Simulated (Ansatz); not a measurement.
# A series in volume scale on Zr

Plane-wave DFT, scalar-relativistic PAW made under PBE with cores redone for the functional, no dispersion; the given relaxed cell is scaled uniformly, energy at zero smearing counts from the unscaled cell, pressure at the given Fermi-Dirac smearing is positive in compression. The results are calculated, by Ansatz 0.2.0.

The cell before it is scaled or strained (space group Pm-3m, No. 221):
```
Zr
1.0
      2.9627     0.0000     0.0000
      0.0000     2.9627     0.0000
      0.0000     0.0000     2.9627
Zr
1
Direct
  0.00000 0.00000 0.00000
```

Settings of every row: spin polarised no; functional BLYP; wave cutoff 420 eV; smearing width 0.1 eV; k mesh 12x12x12.

Atom starting moment: 0 on all atoms.

Limits: the cell comes from a prototype or a list of computed structures and needn't be the stable phase.

```
row  volume scale  V (Å³/atom)  pressure (GPa)  energy change per atom (meV)
  1          0.88       22.885           10.12                          87.6
  2          0.92       23.925               ?                             ?
  3          0.96       24.965               3                          9.27
  4          1.04       27.046           -1.93                          6.32
  5          1.08       28.086           -3.83                         25.87
  6          1.12       29.126           -5.42                         56.69
```

Question: what pressure and energy change per atom should row 2 give?

Worked fit of pressure. Take u = (V_r/V)^(2/3) − 1 with V_r = 27.046 Å³ an atom, which is twice the finite (Eulerian) strain; such expansions in the strain, on which the Birch-Murnaghan equation of state is built, carry the rest volume and the bulk modulus. The shown rows have u = 0.11781, 0.05483, 0, -0.02484, -0.04819. Least squares give pressure = −1.952 + 80.593 × u + 185.16 × u² GPa; a straight line predicts inner rows, each left out in turn, worse (root mean square 0.62 against 0.04 GPa). The rows lie off it by 0.01, -0.02, 0.02, 0.01, -0.01. The pressure vanishes at u = 0.0230, or V = 26.14 Å³ an atom, and there the bulk modulus at fixed shape and fractions is B = −V dP/dV = (2/3)(1 + u) dP/du = 60.8 GPa. The withheld row has u = 0.08518, so the fit gives −1.952 + 80.593 × (0.08518) + 185.16 × (0.08518)² = 6.26 GPa.

The calculation gave 6.22 GPa. The fit lies 0.04 GPa (0.26 % of the column's range) above it; its largest miss of a shown row is 0.02 GPa.

Worked fit of energy change per atom. Take u = (V_r/V)^(2/3) − 1 with V_r = 27.046 Å³ an atom, which is twice the finite (Eulerian) strain; such expansions in the strain, on which the Birch-Murnaghan equation of state is built, carry the rest volume and the bulk modulus. The shown rows have u = 0.11781, 0.05483, 0, -0.02484, -0.04819. Least squares give energy change per atom = 6.711 − 530.275 × u + 10341.35 × u² meV; a straight line predicts inner rows, each left out in turn, worse (root mean square 34 against 0.91 meV). The rows lie off it by -0.17, 0.54, -0.39, -0.39, 0.41 (root mean square 0.4 meV). The withheld row has u = 0.08518, so the fit gives 6.711 − 530.275 × (0.08518) + 10341.35 × (0.08518)² = 36.58 meV.

The calculation gave 37.16 meV. The fit lies 0.58 meV (1.6 % of the value, 0.71 % of the column's range) below it; its largest miss of a shown row is 0.54 meV.
